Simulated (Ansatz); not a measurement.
# YS: pressure against volume per atom

Results calculated with Ansatz 0.2.0, not measured. Periodic Kohn-Sham DFT of a crystal at fixed atoms; pressure and stress are positive in compression; the energy is the free energy less that of spherical unpolarised free atoms; site moments are those in the method's own spheres, positive along +z.

Cell of the first row (space group Fm-3m, No. 225):
```
CELL_PARAMETERS angstrom
0.00000 2.68760 2.68760
2.68760 0.00000 2.68760
2.68760 2.68760 0.00000
ATOMIC_POSITIONS crystal
Y 0.50000 0.50000 0.50000
S 0.00000 0.00000 0.00000
```

Settings of every row: method frozen-core PAW; functional LDA; relativity scalar; k mesh 8x8x8; filling fermi-dirac; smearing width 0.01 eV; wave cutoff 420 eV; paw set soft_2.

Atom start moment: 0 on all atoms.

Limits: PAW files made with PBE.

```
row  volume per atom (Å³)  pressure (GPa)
  1                19.414           2.854
  2                19.827           0.384
  3                 20.24          -1.826
  4                20.447          -2.842
  5                20.653          -3.804
  6                 20.86          -4.713
  7                21.066          -5.573
  8                21.479          -7.154
  9                21.892               ?
```

Question: what pressure should row 9 give?

Worked fit of pressure. Take u = (V_r/V)^(2/3) − 1 with V_r = 20.55 Å³ an atom, which is twice the finite (Eulerian) strain; such expansions in the strain, on which the Birch-Murnaghan equation of state is built, carry the rest volume and the bulk modulus. The shown rows have u = 0.03864, 0.02416, 0.01018, 0.00336, -0.00333, -0.00993, -0.0164, -0.02905. Least squares give pressure = −3.3298 + 143.485 × u + 416.47 × u² + 307 × u³ GPa; a parabola predicts inner rows, each left out in turn, worse (root mean square 0.0032 against 0.0011 GPa). The rows lie off it by 0.000, 0.000, 0.000, 0.001, -0.001, 0.001, -0.001, 0.000. The pressure vanishes at u = 0.0218, or V = 19.9 Å³ an atom, and there the bulk modulus at fixed shape and fractions is B = −V dP/dV = (2/3)(1 + u) dP/du = 110 GPa. The withheld row has u = -0.0413, so the fit gives −3.3298 + 143.485 × (-0.0413) + 416.47 × (-0.0413)² + 307 × (-0.0413)³ = -8.567 GPa.

The calculation gave -8.567 GPa. The fit meets it to the printed digit. This row lies beyond the range of the fit.
